# Bond valence network equations as Kirchhoff laws: solution key

## Premises and conventions

**P1 (graph).** Atoms are vertices and bonds are edges. Every bond joins a cation $i$ to an anion $j$, so the graph is bipartite, and it is connected. In a crystal the bond valences are lattice periodic and the graph is the quotient graph: the $N$ atoms and $B$ bonds of one primitive cell, with translation-equivalent atoms identified. Two vertices may then be joined by several edges.

**P2 (neutrality).** Each atom has a valence magnitude $V>0$ in valence units (v.u.). The signed valence is $q_i=+V_i$ for a cation and $q_j=-V_j$ for an anion, and $\sum_v q_v=0$.

**P3 (sum rule).** Each bond $e$ carries a valence $s_e$, and the valences of the $z_v$ bonds at atom $v$ add up to $V_v$.

**P4 (loop rule).** Round every closed path of the quotient graph the alternating sum $s_1-s_2+s_3-\dots$ vanishes.

**P5 (lengths only).** A bond of valence $s$ has length $R=R_0-b\ln s$, with empirical $R_0$ and $b$ in Å.

P3 and P4 are the network equations of the bond valence model associated with I. D. Brown. They are postulates and are not derived here from quantum mechanics.

## (a) Write both rules in matrix form

Orient every bond from cation to anion. Define the $N\times B$ incidence matrix $A$ by $A_{ve}=+1$ if $v$ is the cation end of $e$, $-1$ if it is the anion end, and $0$ otherwise. Because the graph is bipartite, all bonds at a given atom carry the same sign, so $(As)_i=\sum_{e\ni i}s_e=V_i$ and $(As)_j=-\sum_{e\ni j}s_e=-V_j$. P3 is therefore

$$As=q. \tag{1}$$

This is Kirchhoff's current law with current $q_v$ fed in at vertex $v$.

A closed path visits cations and anions in turn, so it has even length and runs alternately along and against the bond orientation. Let $c_e$ count the passages of bond $e$, $+1$ along and $-1$ against. The alternating sum is then $c^{T}s$, and P4 reads

$$c^{T}s=0\quad\text{for every cycle vector } c. \tag{2}$$

This is Kirchhoff's voltage law when every branch has unit resistance, so that the voltage drop equals the current.

Each step adds $+1$ to $(Ac)_v$ at the vertex it leaves and $-1$ at the vertex it enters: along the orientation the products are $(+1)(+1)$ and $(-1)(+1)$, against it $(-1)(-1)$ and $(+1)(-1)$. A closed path leaves each vertex as often as it enters, hence $Ac=0$.

## (b) Count the independent equations

For a vector $P$ on the vertices, $(A^{T}P)_e=P_i-P_j$ for the bond $e$ from $i$ to $j$. If $A^{T}P=0$, then $P$ is equal at both ends of every bond and, by connectedness, constant. So $\ker A^{T}$ is spanned by $\mathbf 1=(1,\dots,1)^T$, and $\operatorname{rank}A=N-1$. Two consequences follow.

1. The range of $A$ is the orthogonal complement of $\ker A^{T}$. Equation (1) is solvable exactly when $\mathbf 1^{T}q=0$, which is P2. One sum rule is redundant.
2. $\dim\ker A=B-N+1$.

Choose a spanning tree, which has $N-1$ edges. Each of the other $B-N+1$ edges closes one cycle with the tree path between its ends. Each such cycle contains an edge that no other contains, so their vectors are independent. They lie in $\ker A$ and match its dimension, so they form a basis. Equation (2) thus says $s\perp\ker A$ and holds $B-N+1$ independent conditions. The total $(N-1)+(B-N+1)=B$ equals the number of unknowns. The count alone does not prove that the two sets are mutually independent; part (c) does.

## (c) Derive $s_{ij}=P_i-P_j$, existence and uniqueness

The orthogonal complement of $\ker A$ is the range of $A^{T}$. Hence (2) holds if and only if a vector $P$ exists with

$$s=A^{T}P,\qquad s_{ij}=P_i-P_j \quad (i \text{ cation},\ j \text{ anion}). \tag{3}$$

$P$ is fixed up to an added constant, by the kernel found in (b). Parallel edges between the same two vertices get the same valence. Inserting (3) into (1) gives

$$LP=q,\qquad L=AA^{T}, \tag{4}$$

where $L_{vv}=\sum_e A_{ve}^2=z_v$ and $L_{vw}=-n_{vw}$, with $n_{vw}$ the number of bonds joining $v$ and $w$. $L$ is the graph Laplacian. Dividing row $v$ by $z_v$,

$$P_v=\frac{q_v}{z_v}+\frac{1}{z_v}\sum_w n_{vw}P_w .$$

The potential of an atom is the mean over its neighbours, raised by $V/z$ for a cation and lowered by $V/z$ for an anion.

*Existence.* Since $u^{T}Lu=|A^{T}u|^2$, $Lu=0$ implies $A^Tu=0$, so $\ker L$ is spanned by $\mathbf 1$. $L$ is symmetric, so its range is the complement of $\mathbf 1$, which contains $q$ by P2. A solution $P$ of (4) exists, and $s^*=A^{T}P$ obeys (1) and (2).

*Uniqueness.* Let $t$ be the difference of two solutions. Then $At=0$ by (1) and $t=A^{T}u$ by (3), so $|t|^2=u^{T}At=0$ and $t=0$.

Nothing in the proof makes $s^*_e$ positive. That must be inspected case by case.

## (d) Show equivalence to a minimum principle

Every solution of (1) alone is $s=s^*+t$ with $At=0$. The cross term vanishes, $s^{*T}t=P^{T}At=0$, so

$$F(s)\equiv\sum_e s_e^2=|s^*|^2+|t|^2\ \ge\ |s^*|^2, \tag{5}$$

with equality only for $t=0$. The minimiser of $F$ under the sum rules is the network solution, and conversely. The Lagrange form identifies the multipliers: stationarity of $\tfrac12 s^{T}s-P^{T}(As-q)$ in $s$ gives $s=A^{T}P$, which is (3). The minimum value is

$$F_{\min}=P^{T}AA^{T}P=P^{T}q,$$

unchanged by a constant added to $P$ because of P2.

Every bond has exactly one cation end, so $\sum_e s_e=\sum_i V_i$ is fixed by P3. The mean valence $\bar s$ is then fixed, and $\sum_e(s_e-\bar s)^2=F-B\bar s^2$. Minimising $F$ minimises the variance: the valences are as equal as the sum rules allow.

In the resistor picture $F$ is the dissipated power. An equivalent static picture makes each bond a capacitor $C_e$ with charge $+s_e$ on the cation plate and $-s_e$ on the anion plate. The energy $\sum_e s_e^2/2C_e$ is stationary under (1) when $s_e=C_e(P_i-P_j)$, and the loop rule becomes an alternating sum of $s_e/C_e$. P4 is the case of equal $C_e$.

## (e) Why P4 refers to the quotient graph

A cycle of the quotient graph lifts to a path in the crystal that ends on a translate of its starting atom, displaced by a lattice vector $\mathbf T(c)$. This map is linear in $c$, and for a framework connected in three dimensions its image spans three dimensions. The rings that close in the crystal are the cycles with $\mathbf T=0$, and they span only $B-N+1-3$ dimensions. If the loop rule is imposed on them alone, $s^*+t$ is a solution for every $t\in\ker A$ orthogonal to that subspace, a three-parameter family.

Its meaning follows from (3) applied in the crystal. For periodic $s$, the function $P(v+\mathbf T)-P(v)$ has equal values at both ends of every bond, so it is a number $\phi(\mathbf T)$ independent of $v$ and additive in $\mathbf T$. It is a uniform potential gradient that drives a steady current through the network. An alternating chain with one cation and one anion per cell shows this: it has no ring, the sum rule gives $s_1+s_2=V$, and only the cycle through the cell boundary gives $s_1=s_2=V/2$. The minimum principle (5), taken per cell, selects $\phi=0$. So does the demand that $s$ share an inversion centre of the crystal, since inversion sends $\phi$ to $-\phi$.

## (f) Reduction to Pauling's bond strength

Pauling's electrostatic valence rule (1929) assigns $V_i/z_i$ to each bond of cation $i$. Define the residual at anion $j$,

$$\Delta_j=\sum_i n_{ij}\frac{V_i}{z_i}-V_j ,\qquad \sum_j\Delta_j=\sum_iV_i-\sum_jV_j=0,$$

where $\sum_j n_{ij}=z_i$ and P2 were used. Try $P^0_i=V_i/z_i$, $P^0_j=0$. Then $(LP^0)_i=z_iP^0_i=V_i$ and $(LP^0)_j=-\sum_i n_{ij}V_i/z_i=-V_j-\Delta_j$. With $P=P^0+u$, equation (4) becomes

$$(Lu)_i=0,\qquad (Lu)_j=\Delta_j,\qquad s_{ij}=\frac{V_i}{z_i}+u_i-u_j. \tag{6}$$

If all $\Delta_j=0$, $u$ is constant and $s_{ij}=V_i/z_i$. Conversely, if $s_{ij}=V_i/z_i$ solves the network, P3 at the anions forces $\Delta_j=0$. **The network solution equals Pauling's values if and only if these values satisfy the sum rule at every anion.** Symmetry is sufficient but not necessary: if all anions are equivalent under symmetries of the valence-labelled graph, the $\Delta_j$ are equal and sum to zero, so each vanishes. Exchanging the roles of the ions, equivalent cations give $s_{ij}=V_j/z_j$.

*Class reduction.* Suppose the atoms fall into classes such that all members of a class have the same $q$ and the same number of bonds to each class. For $P$ constant on classes, $LP$ is constant on classes, so the symmetric $L$ maps that subspace into itself, with kernel $\mathbf 1$. As $q$ lies in the subspace and is orthogonal to $\mathbf 1$, equation (4) has a solution there, and by uniqueness it yields $s^*$. One row of (4) per class suffices.

## (g) Range of validity

The theorems of (a) to (f) are exact for any graph obeying P1 and P2. Their application to a solid has these limits.

- The graph must be bipartite. Metal–metal bonds, anion–anion bonds and metals are excluded, since (1) needs one sign per atom.
- The choice of bonds is an input. Where long contacts grade into non-bonds, different graphs give different answers.
- Each atom needs a definite formal valence.
- The solution must be positive, since P5 needs $\ln s$. A negative $s_e$ shows that the graph does not suit the valences.
- P4 weights all bonds equally. It fails for electronically distorted sites: lone-pair cations, Jahn–Teller ions, off-centre $d^0$ cations, and hydrogen bonds.
- Only connectivity enters. Cation–cation and anion–anion repulsion and the need to fit all bonds into one lattice are ignored, as are pressure and temperature.
- If a real polyhedron keeps the sum rule but its valences scatter, the concavity of the logarithm gives $\langle R\rangle=R_0-b\langle\ln s\rangle\ge R_0-b\ln(V/z)$. The equal-valence length is a lower bound on the mean.

## (h) Numerical illustration: forsterite, Mg$_2$SiO$_4$

**Inputs.** The assumed structure is the typical olivine description: centrosymmetric space group $Pbnm$, four formula units per cell, sites M1, M2, Si, O1, O2 once and O3 twice per formula unit, formal valences Mg $+2$, Si $+4$, O $-2$. The assumed bonds of each cation are:

| cation | to O1 | to O2 | to O3 | $z$ |
|---|---|---|---|---|
| M1 | 2 | 2 | 2 | 6 |
| M2 | 1 | 1 | 4 | 6 |
| Si | 1 | 1 | 2 | 4 |

Reading the columns and dividing the last by the two O3 atoms: O1 and O2 each bind 2 M1, 1 M2 and 1 Si, and O3 binds 1 M1, 2 M2 and 1 Si.

**Count.** There are 16 bonds per formula unit, so $N=28$ and $B=64$ per cell. This gives 27 independent sum rules and 37 loop equations, of which 34 come from rings closed in the crystal and three from paths through the cell boundary.

**Solution.** Every oxygen has one Si and three Mg neighbours, so $\Delta_j=1+3\cdot\tfrac13-2=0$ although O1, O2 and O3 are inequivalent. By (6),

$$s(\text{Mg–O})=\tfrac13=0.333\ \text{v.u.},\qquad s(\text{Si–O})=1\ \text{v.u.},$$

with $P_{\rm Mg}=\tfrac13$, $P_{\rm Si}=1$, $P_{\rm O}=0$. Directly, $F=12\cdot\tfrac19+4=\tfrac{16}{3}=5.333$ per formula unit, and $P^{T}q=2\cdot2\cdot\tfrac13+4\cdot 1$ gives the same. With typical parameters $R_0(\text{Mg–O})=1.693$ Å, $R_0(\text{Si–O})=1.624$ Å and $b=0.37$ Å, P5 gives the model's lengths: $1.693+0.37\ln3=2.10$ Å for all Mg–O bonds and 1.62 Å for all Si–O bonds. Such parameters are fitted to make the sum rule hold in oxide structures, so these mean lengths are no test of the network equations.

**Exercising the loop rule.** As a formal probe of the same graph, set $V_{\rm M1}=2-\delta$ and $V_{\rm M2}=2+\delta$, which keeps P2. O1 and O2 have the same bond counts and form one class $a$; O3 is class $b$. The residuals are

$$\Delta_a=2\cdot\frac{2-\delta}{6}+\frac{2+\delta}{6}+1-2=-\frac{\delta}{6},\qquad \Delta_b=+\frac{\delta}{6}.$$

Set $P_a=0$, $P_b=p$. By (3) each cation has $s_{ib}=s_{ia}-p$. The cation sum rules are

- M1 ($4a+2b$): $6s_{1a}-2p=2-\delta$, so $s_{1a}=\frac{2-\delta}{6}+\frac p3$;
- M2 ($2a+4b$): $6s_{2a}-4p=2+\delta$, so $s_{2a}=\frac{2+\delta}{6}+\frac{2p}3$;
- Si ($2a+2b$): $4s_{{\rm T}a}-2p=4$, so $s_{{\rm T}a}=1+\frac p2$.

The rule at class $a$, $2s_{1a}+s_{2a}+s_{{\rm T}a}=2$, becomes $\Delta_a+p\left(\tfrac23+\tfrac23+\tfrac12\right)=0$, that is $\tfrac{11}{6}p=\tfrac{\delta}{6}$ and $p=\delta/11$. For $\delta>0$ the overbonded class $b$ rises in potential and its bonds weaken. Substitution gives, in v.u.:

| bond | per formula unit | $s(\delta)$ | $\delta=1$ | decimal |
|---|---|---|---|---|
| M1–$a$ | 4 | $\frac13-\frac{3\delta}{22}$ | 13/66 | 0.197 |
| M1–$b$ | 2 | $\frac13-\frac{5\delta}{22}$ | 7/66 | 0.106 |
| M2–$a$ | 2 | $\frac13+\frac{5\delta}{22}$ | 37/66 | 0.561 |
| M2–$b$ | 4 | $\frac13+\frac{3\delta}{22}$ | 31/66 | 0.470 |
| Si–$a$ | 2 | $1+\frac{\delta}{22}$ | 69/66 | 1.045 |
| Si–$b$ | 2 | $1-\frac{\delta}{22}$ | 63/66 | 0.955 |

The redundant rule at class $b$ holds: the $\delta$ terms of $s_{1b}+2s_{2b}+s_{{\rm T}b}$ are $(-5+6-1)\delta/22=0$, leaving 2. For a cycle Si–$a$–M1–$b$–Si the alternating sum $s_{{\rm T}a}-s_{1a}+s_{1b}-s_{{\rm T}b}$ is $(1+3-5+1)\delta/22=0$. In $F$ the terms linear in $\delta$ cancel and the quadratic ones give $(36+50+50+36+2+2)/484=4/11$, so $F_{\min}=\tfrac{16}{3}+\tfrac{4}{11}\delta^2$, which is 5.697 at $\delta=1$. All valences stay positive only for $|\delta|<22/15=1.47$; at $\delta=2$ the M1–$b$ valence is $-0.121$ v.u. and has no meaning. At $\delta=1$, with the same $b$, the bonds to class $b$ are longer than those to class $a$ by $b\ln(s_{ia}/s_{ib})$: 0.23 Å at M1, 0.065 Å at M2 and 0.034 Å at Si.

**A non-Pauling companion: monoclinic HfO$_2$.** In the assumed typical structure of this gate oxide, all Hf ($+4$) are equivalent and seven-coordinate, with three bonds to three-coordinate O and four bonds to four-coordinate O. Pauling's value $4/7=0.571$ v.u. gives anion sums of 1.714 and 2.286 v.u. and violates P3. The equivalent-cation case of (f) gives $2/3=0.667$ and $2/4=0.500$ v.u., with Hf sum $3\cdot\tfrac23+4\cdot\tfrac12=4$. The model's length difference between the two classes is $b\ln\tfrac43=0.11$ Å, independent of $R_0$.

**What the model misses.** For forsterite it predicts six equal bonds in each octahedron. As typical knowledge, not as a measurement, the Mg–O bonds of forsterite spread over about 0.15 Å, and the Hf–O bonds within one class of HfO$_2$ over roughly 0.1 Å. The model underestimates these spreads completely. By P5 the forsterite spread is a factor $e^{0.15/0.37}=1.5$ between the largest and smallest valence. It comes from effects outside the bond graph, such as cation repulsion across polyhedral edges shared with SiO$_4$, and it is comparable to or larger than the network splittings computed above. The network equations give the valences that the connectivity demands, not the individual bond lengths of the crystal.